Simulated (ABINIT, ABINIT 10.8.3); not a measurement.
# Lattice constant of fcc rhodium: PBEsol within 1 % of experiment, with mesh, cutoff and potentials checked

## Experimental context

The reference is a lattice constant of 3.803 Å for elemental fcc rhodium, quoted as an experimental value in "Strong-coupling superconductivity of SrIr2 and SrRh2: Phonon engineering of metallic Ir and Rh" (2021, arXiv:2108.03692). Neither method nor temperature is given with the value; it is consistent with room-temperature diffraction. A second value comes from "The Binary Bi-Rh Phase Diagram: Stable and Metastable Phases" (2017, PubMed Central 6956871): Rietveld refinement of powder X-ray data at room temperature gave 3.8045 ± 0.0005 Å. That rhodium was in equilibrium with BiRh, quenched from 750 °C, and held about 0.2 at.% Bi, which may have widened the lattice slightly. The two values differ by 0.0015 Å, far less than the usual error of a density functional.

| compared with | measured | source's wording or label | T (K) | method |
| --- | --- | --- | --- | --- |
| a (Å) | 3.803 | experimental lattice constant, quoted | – | method not stated * |
| a (Å) | 3.8045 ± 0.0005 | 3.8045 ± 0.0005 A | room temperature | powder XRD, Rietveld |

Where a quantity has several values, deviations refer to the one marked *.

Conditions are those given with the value in the passage it was taken from; "not stated" means there, and the paper may say more elsewhere. The values are a selection: others may have been left out beforehand as unlike or outlying.

## Aim and plan

We want the lattice constant of rhodium from a relaxation of the one-atom primitive cell, without spin polarisation, since the metal is nonmagnetic. We count a deviation within 1 % of the reference, about 0.04 Å, as success. This is roughly the margin that separates a functional suited to the 4d metals from one with a marked bias in bond length. It also leaves room for thermal expansion and zero-point motion, which the static calculation omits and which together should lengthen the lattice by a few tenths of a per cent.

We start with PBEsol, a gradient correction built for the equilibrium volumes of dense solids. LDA usually makes such metals too small and PBE makes them too large, each by around one per cent, and neither saves appreciable time on a one-atom cell. The PBEsol result will then be tested for k mesh and plane-wave cutoff. Because its PAW datasets were generated for PBE, a calculation with a different kind of potential is also needed. PBE will serve as the neighbouring level for scale.

The relaxation starts from a diffraction cell with a = 3.803 Å, the same as the reference, so any departure from the start is directly the deviation we are after.

System: Rh, fcc; Fm-3m (No. 225), 1 atom in the primitive cell; the database structure is a diffraction structure: a = 3.803 Å; structure from the Crystallography Open Database.

## 1. PBEsol relaxation with PAW datasets

We begin with PBEsol at a 20 Ha cutoff and a 12×12×12 mesh, a sensible working setting for a d metal with PAW. We expect a lattice constant slightly below the measured one, by about half a per cent.

**Run 1.** ABINIT 10.8.3: PBEsol, JTH PAW datasets, cell and atoms relaxed from the database structure, cutoff 20 Ha, 12x12x12 k mesh, Gaussian smearing 0.1 eV; PBE datasets.

Key lines of the input:
```
# potential files: JTH PAW datasets, made for PBE
ecut 20
pawecutdg 40
ecutsm 0.5
dilatmx 1.06
optcell 2
ionmov 2
ntime 50
tolmxf 5.0d-5
ixc -116133
ngkpt 12 12 12
shiftk 0.0 0.0 0.0
occopt 7
tsmear 0.1 eV
nband 15
nstep 80
tolvrs 1.0d-10
pseudos "Rh.xml"
ntypat 1
znucl 45
natom 1
typat 1
# ... acell, rprim, xred
```

Command:
```
OMP_NUM_THREADS=1 mpirun -n 4 abinit run.abi > run.log
```

Selected lines of the output:
```
 At Broyd/MD step   3, gradients are converged :
-Cartesian components of stress tensor (GPa)         [Pressure=  3.4493E-03 GPa]
            acell      5.0524492097E+00  5.0524492097E+00  5.0524492097E+00 Bohr
            rprim      0.0000000000E+00  7.0710678119E-01  7.0710678119E-01
                       7.0710678119E-01  0.0000000000E+00  7.0710678119E-01
                       7.0710678119E-01  7.0710678119E-01  0.0000000000E+00
```

Converged; 19 s on 4 cores of Arm Neoverse V1, shared host.

| quantity | run 1 | measured | deviation |
| --- | --- | --- | --- |
| a (Å) | 3.7811 | 3.803 | −0.0219 (−0.6 %) |
| conventional cell volume (Å³) | 54.06 |  |  |
| final pressure (GPa) | 0.00345 |  |  |

PBEsol gives a = 3.7811 Å, 0.0219 Å or 0.6 % below the reference and inside the 1 % target. The sign and size are close to what we expected from a static lattice. The residual pressure is negligible, so what remains to be examined is the numerical setting and the potential.

## 2. Denser mesh and higher cutoff

Rhodium has partly filled d bands at the Fermi level, which makes the k mesh the first thing to test; we go to 16×16×16 at the same cutoff. Separately we raise the cutoff to 26 Ha on the original mesh, so that each change can be read by itself. We expect both to move the lattice constant by much less than the 0.0219 Å that separates it from experiment.

**Run 2.** ABINIT 10.8.3: PBEsol, JTH PAW datasets, cell and atoms relaxed from the database structure, cutoff 20 Ha, 16x16x16 k mesh, Gaussian smearing 0.1 eV; PBE datasets.

Key lines of the input, as changed from run 1:
```diff
- ngkpt 12 12 12
+ ngkpt 16 16 16
```

Command:
```
OMP_NUM_THREADS=1 mpirun -n 8 abinit run.abi > run.log
```

Selected lines of the output:
```
 At Broyd/MD step   3, gradients are converged :
```

Converged; 78 s on 8 cores of Intel Xeon at 2.50GHz (Skylake/Cascade Lake), shared host.

**Run 3.** ABINIT 10.8.3: PBEsol, JTH PAW datasets, cell and atoms relaxed from the database structure, cutoff 26 Ha, 12x12x12 k mesh, Gaussian smearing 0.1 eV; PBE datasets.

Key lines of the input, as changed from run 1:
```diff
- ecut 20
- pawecutdg 40
+ ecut 26
+ pawecutdg 52
```

Selected lines of the output:
```
 At Broyd/MD step   4, gradients are converged :
```

Converged; 50 s on the same hardware.

| quantity | run 2 | run 3 | measured |
| --- | --- | --- | --- |
| a (Å) | 3.7823 | 3.7804 | 3.803 |
| conventional cell volume (Å³) | 54.11 | 54.03 |  |
| final pressure (GPa) | 0.00103 | 0.00045 |  |

The denser mesh lengthens the lattice constant by 0.0012 Å and the higher cutoff shortens it by 0.0007 Å. Both shifts are small beside the deviation of 0.0219 Å, and neither brings the result anywhere near the 1 % limit. The 16×16×16 value, 3.7823 Å, is the one we carry forward for PBEsol.

## 3. PBEsol with norm-conserving potentials

Mesh and cutoff tests cannot reveal an error that sits in the datasets, which were made for PBE and used here under PBEsol. We therefore repeat the relaxation with PseudoDojo norm-conserving potentials made for PBEsol, at 44 Ha. The mesh is coarser, 8×8×8, so a difference of a few thousandths of an ångström could not be assigned to the potentials alone. We expect agreement within about 0.01 Å.

**Run 4.** ABINIT 10.8.3: PBEsol, PseudoDojo norm-conserving potentials, cell and atoms relaxed from the database structure, cutoff 44 Ha, 8x8x8 k mesh, Gaussian smearing 0.1 eV.

Key lines of the input:
```
# potential files: PseudoDojo norm-conserving potentials, made for PBEsol
ecut 44
ecutsm 0.5
dilatmx 1.06
optcell 2
ionmov 2
ntime 50
tolmxf 5.0d-5
ngkpt 8 8 8
shiftk 0.0 0.0 0.0
occopt 7
tsmear 0.1 eV
nband 15
nstep 80
tolvrs 1.0d-10
pseudos "Rh.upf"
ntypat 1
znucl 45
natom 1
typat 1
# ... acell, rprim, xred
```

Selected lines of the output:
```
 At Broyd/MD step   4, gradients are converged :
            acell      5.0589759309E+00  5.0589759309E+00  5.0589759309E+00 Bohr
```

Converged; 33 s on the same hardware.

| quantity | run 4 | measured | deviation |
| --- | --- | --- | --- |
| a (Å) | 3.7860 | 3.803 | −0.0170 (−0.4 %) |
| conventional cell volume (Å³) | 54.27 |  |  |
| final pressure (GPa) | −0.00016 |  |  |

The norm-conserving potentials give 3.7860 Å, 0.0037 Å above the PAW result on the densest mesh. That difference contains the effect of the coarser mesh as well as that of the potentials, and we do not separate the two. Even taken whole it is about a sixth of the deviation from experiment, so the use of PBE datasets under PBEsol does not decide the outcome. Both kinds of potential place the PBEsol lattice about half a per cent below the reference.

## 4. PBE as the neighbouring level

To put the PBEsol deviation in scale we relax the same cell with PBE, using the same PAW datasets, now with the functional they were made for, at 20 Ha and 12×12×12. The direct partner is therefore the first PBEsol relaxation, which had the same cutoff and mesh. We expect PBE to overshoot the measured lattice constant by around one per cent, close to the limit we set.

**Run 5.** ABINIT 10.8.3: PBE, JTH PAW datasets, cell and atoms relaxed from the database structure, cutoff 20 Ha, 12x12x12 k mesh, Gaussian smearing 0.1 eV.

Key lines of the input, as changed from run 1:
```diff
- ixc -116133
```

Selected lines of the output:
```
 At Broyd/MD step   3, gradients are converged :
            acell      5.1153632706E+00  5.1153632706E+00  5.1153632706E+00 Bohr
```

Converged; 60 s on the same hardware.

| quantity | run 5 | measured | deviation |
| --- | --- | --- | --- |
| a (Å) | 3.8282 | 3.803 | +0.0252 (+0.7 %) |
| conventional cell volume (Å³) | 56.10 |  |  |
| final pressure (GPa) | −0.00014 |  |  |

PBE gives 3.8282 Å, 0.0252 Å or 0.7 % above the reference. The overshoot is somewhat smaller than we expected, and PBE also meets the 1 % target. At the same cutoff and mesh, and with the same datasets, the change from PBEsol to PBE lengthens the lattice constant by 0.0471 Å. This is many times larger than any shift we found on changing mesh, cutoff or potentials within PBEsol, so the choice of functional governs the result here.

Taken as they stand, the two deviations are nearly equal in size and opposite in sign, and they give little reason to prefer one functional over the other.

## Overview

| run | settings | a (Å) | deviation | cost |
| --- | --- | --- | --- | --- |
| 1 | PBEsol, JTH PAW datasets, cutoff 20 Ha, 12x12x12 k mesh, PBE datasets | 3.7811 | −0.0219 (−0.6 %) | 75 core-s |
| 2 | PBEsol, JTH PAW datasets, cutoff 20 Ha, 16x16x16 k mesh, PBE datasets | 3.7823 | −0.0207 (−0.5 %) | 10 core-min |
| 3 | PBEsol, JTH PAW datasets, cutoff 26 Ha, 12x12x12 k mesh, PBE datasets | 3.7804 | −0.0226 (−0.6 %) | 6.7 core-min |
| 4 | PBEsol, PseudoDojo norm-conserving potentials, cutoff 44 Ha, 8x8x8 k mesh | 3.7860 | −0.0170 (−0.4 %) | 4.3 core-min |
| 5 | PBE, JTH PAW datasets, cutoff 20 Ha, 12x12x12 k mesh | 3.8282 | +0.0252 (+0.7 %) | 8 core-min |
|  | measured | 3.803 |  |  |

Further runs on the same system, made beside this series (convergence steps with loose settings among them):

| further | settings | a (Å) | deviation | cost |
| --- | --- | --- | --- | --- |
| F1 | Wu-Cohen GGA, JTH PAW datasets, cutoff 20 Ha, 12x12x12 k mesh, PBE datasets | 3.7911 | −0.0119 (−0.3 %) | 7 core-min |
| F2 | PBE+D3(BJ), JTH PAW datasets, cutoff 20 Ha, 12x12x12 k mesh | 3.7928 | −0.0102 (−0.3 %) | 9 core-min |
| F3 | BLYP, JTH PAW datasets, cutoff 20 Ha, 12x12x12 k mesh, PBE datasets | 3.9004 | +0.0974 (+2.6 %) | 19 core-min |
| F4 | LDA, JTH PAW datasets, cutoff 20 Ha, 12x12x12 k mesh | 3.7531 | −0.0499 (−1.3 %) | 1.7 core-min |
| F5 | PBEsol, JTH PAW datasets, cutoff 14 Ha, 12x12x12 k mesh, PBE datasets | 3.7805 | −0.0225 (−0.6 %) | under 1 core-min |
| F6 | PBEsol, JTH PAW datasets, cutoff 20 Ha, 8x8x8 k mesh, PBE datasets | 3.7860 | −0.0170 (−0.4 %) | under 1 core-min |
|  | measured | 3.803 |  |  |

## Assessment

PBEsol meets the 1 % target. With PAW datasets and a 16×16×16 mesh it gives a = 3.7823 Å, 0.5 % below the reference, for 10 core-minutes. The first relaxation, at 75 core-seconds, would have led to the same verdict, which also holds against the second measured value.

The comparison of potentials became clear only with a further PAW relaxation on the 8×8×8 mesh. It gives 3.7860 Å, the same as the norm-conserving potentials on that mesh. The 0.0037 Å we had left unassigned therefore comes from the mesh, and the PBE datasets do no visible harm under PBEsol. Cutoff matters even less: 14, 20 and 26 Ha agree within 0.0007 Å.

Part of the remaining shortfall is physical. Thermal expansion and zero-point motion, absent from the static lattice, should lengthen it by a few tenths of a per cent. This would bring PBEsol closer to experiment and carry PBE, already 0.7 % too long, further away. The near-equal raw deviations thus hide an argument in favour of PBEsol. What then remains we ascribe mainly to the functional, without having separated out smaller effects such as spin-orbit coupling.

LDA misses the target at −1.3 %, though the same allowance would bring it near the limit. BLYP misses clearly at +2.6 %, with datasets made for PBE. Wu-Cohen and PBE+D3(BJ) both fall about 0.3 % below the reference. For the latter we suspect a cancellation, since a pairwise dispersion term describes screening in a metal poorly and here offsets the overlong PBE lattice. The margins between Wu-Cohen and PBEsol are too small, beside the uncertain thermal and zero-point shift, to rank the two.

[Logs are printed without paths, hosts, clocks, repeated set-up lines and the standing remarks that a program may print on its own settings, such as how far it seeks lower states.]

[The runs shown are a pick from a larger set of finished runs; failed, doubtful and other runs were left out of it ahead of writing. So were measured values far from every level or from commonly accepted values, and agreement can look better than it is. Lines of input and output are excerpts and may be shortened.]
